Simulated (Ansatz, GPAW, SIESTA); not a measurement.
# Cd3Se: programs and potentials compared

```xyz
4
Lattice="-2.0410 2.0410 6.0871 2.0410 -2.0410 6.0871 2.0410 2.0410 -6.0871" Properties=species:S:1:pos:R:3 pbc="T T T"
Cd    0.0000    0.0000    6.0871
Cd    2.0410    0.0000    3.0435
Cd    0.0000    2.0410    3.0435
Se    0.0000    0.0000    0.0000
```

The cell comes from a database or a generator and needn't be the stable form of this composition.

Alike in all runs: task single point; functional PBEsol; k mesh 9 × 9 × 9; occupations fermi-dirac, width 0.05 eV; no spin polarisation; no spin-orbit coupling. Pressure is positive in compression and, in plane waves, holds the error of the finite cutoff, which Ansatz's Pulay term estimates and takes out.

| program and potentials | plane-wave cutoff (eV) | notes | pressure (GPa) |
| --- | --- | --- | --- |
| Ansatz, Ansatz PAW | 420 | potentials made for PBE, which Ansatz adapts in part; 19 valence electrons an atom on average; Pulay term of +0.03 GPa included | -3.72 |
| SIESTA, files PseudoDojo sr-pbesol-0.4.1-standard, DZP (energy shift 0.003 Ry; two zetas on semicore shells) | - | atomic basis; 19 valence electrons an atom on average | -4.66 |
| GPAW, PAW data sets generated for this functional | 600 | 10.5 valence electrons an atom on average | -3.99 |
| Ansatz, all-electron LAPW, scalar-relativistic | - | - | -3.72 |

The pressure spans -4.66 (SIESTA, files PseudoDojo sr-pbesol-0.4.1-standard, DZP (energy shift 0.003 Ry; two zetas on semicore shells)) to -3.72 GPa (Ansatz, all-electron LAPW, scalar-relativistic), with all-electron results at -3.72. Rows in atomic bases carry the error of their basis and grid, which can be large.

The functional is the same throughout but for its coding, so the spread measures potentials, basis and numerics; runs on potential files found faulty are left out.

All four calculations put the cell under tension, so at this shape PBEsol favours a smaller volume. The sign is secure, since the spread between programs is well below the pressure itself. The PAW value of -3.72 GPa coincides with the all-electron one and GPAW lies close by, whereas SIESTA exaggerates the tension, possibly because its localised orbitals describe the crystal better as neighbouring atoms approach.

The tension probably reflects a cell taken from a functional that binds less tightly, such as PBE, whose stronger gradient enhancement of exchange favours larger volumes. The composition would amplify such a mismatch: selenium can accept only part of the cadmium 5s charge, and the remainder should occupy diffuse Cd–Cd states above a filled 4d shell. Such bonding is soft, so a modest pressure corresponds to an appreciable change in volume. Because the cell is tetragonal, the mean pressure doesn't show whether the contraction would be mainly axial or in the basal plane.
